Appendix C. Cost and accuracy of optimal compression on a uniform vector

Optimal rule. Fast randomised iteration (Lim and Weare, 2017) replaces x by a sparse Φ with ⟨Φ⟩ = x. If Φ_i ≠ 0 with probability p_i, Cauchy–Schwarz gives ⟨Φ_i²⟩ ≥ x_i²/p_i, with equality for values 0 or x_i/p_i. Minimising the convex sum Σ x_i²(1/p_i − 1) under Σ p_i = m, p_i ≤ 1 gives p_i = min(1, |x_i|/θ). The r entries with |x_i| ≥ θ = ‖x_rest‖₁/(m − r) are kept exactly; the others become sign(x_i)θ or 0. The error is Σ_rest |x_i|(θ − |x_i|) ≤ θ‖x‖₁ ≤ ‖x‖₁²/m, since ‖x‖₁ ≥ rθ + (m − r)θ.

Model. A stretched hydrogen chain is idealised as K independent pairs, each σg² or σu², so n = 2^K. Hopping is dropped (1s overlap 0.003 at an assumed R = 5 Å). Then H = (U/2)Σ_k(1 + X_k), where X_k swaps σg² and σu² on pair k, and U = (5/8)E_h − e²/(4πε₀R) = 14.13 eV. The levels are jU, j = 0…K: exactly E = 0, with x_i = ±n^(−1/2). For unit norm r = 0 and the error n/m − 1 nearly reaches the bound n/m.

Iteration. With 1/τ = U(K+1)/2 and signs absorbed, A = 1 − τH = (1 + ΣX_k)/(K+1) conserves the 1-norm. Write v_t = Av_(t−1) + η_t with uncorrelated zero-mean η_t, ⟨v_t⟩ = x, and estimate E = Σ(Hv_t)₀/Σ(v_t)₀ over L steps, 0 denoting the all-σg² determinant. As Hv = (v − Av)/τ, the numerator telescopes to Σ(η_t)₀/τ plus end terms, so at large L σ² = F/(τ²L), F = Var η₀/x₀². Work W counts matrix elements only; memory M counts stored entries.

A, optimal compression to exactly m entries (systematic sampling). Every y = (Av)₀ ≤ θ, and concavity of y(θ − y) gives F ≤ n/m − 1, about (K+1)/K too high if occupations are independent. W = Lm(K+1), M ≤ m + min(n, m(K+1)), Wσ² ≤ (K+1)(n − m)/τ².

B, m independent walkers, each taking one of its K+1 moves. Exactly F = (n/m)K/(K+1), W = Lm, M = m, Wσ² = nK/[(K+1)τ²].

C, two-vector Lanczos in the m_ℓ = Σ_(j≤ℓ) C(K,j) determinants with at most ℓ pairs excited. The Krylov space closes after ℓ+1 steps by symmetry, with diagonal KU/2 and couplings (U/2)√((j+1)(K−j)); the lowest root is the bias. W = (ℓ+1)(K+1)m_ℓ, M = 2m_ℓ. The squared overlap with x is at most m_ℓ/n and the gap is U, so the bias is at least U(1 − m_ℓ/n).

At fixed deviation below U, all work grows at least as 2^K; A's bound undercuts B only for m/n > 1 − K/(K+1)².

Model values for K = 12 (n = 4096, 1/τ = 91.8 eV, break-even m/n = 0.929); deviation is σ or bias, and A's entries are bounds.

method        M      W          deviation (eV)
A, m = 256    3584   10⁹        0.649
A, m = 3968   8064   10⁹        0.118
B, m = 256    256    10⁹        0.179
C, ℓ = 5      3172   1.24×10⁵   14.1
C, ℓ = 8      7594   4.44×10⁵   2.18
C, ℓ = 9      8034   5.22×10⁵   0.774
C, ℓ = 10     8166   5.84×10⁵   0.177
C, ℓ = 11     8190   6.39×10⁵   0.0185
C, ℓ = 12     8192   6.92×10⁵   0

Stated accuracy, memory free. For 1 eV the cheapest is ℓ = 9; B costs 61 times more, A (m = 3968) about 27 times. For k_B × 300 K = 0.0259 eV it is ℓ = 11, against W = 4.8×10¹⁰ for B. For 0.01 eV it is ℓ = 12.

Stated budgets. With M = 8192, W = 10⁶, take ℓ = 12. With M = 8064, W = 10⁹, take A at m = 3968: 0.118 eV beats B (0.179) and ℓ = 9 (0.774). With M = 4096, W = 10⁹, take B: ℓ = 6 needs M = 5020, ℓ = 5 misses by 14.1 eV, and A lies far below break-even.

This ranking is the model's. The model has no sign cancellations and no large entries to keep exactly, so A gains only the −x_i² term while paying K+1 elements per entry.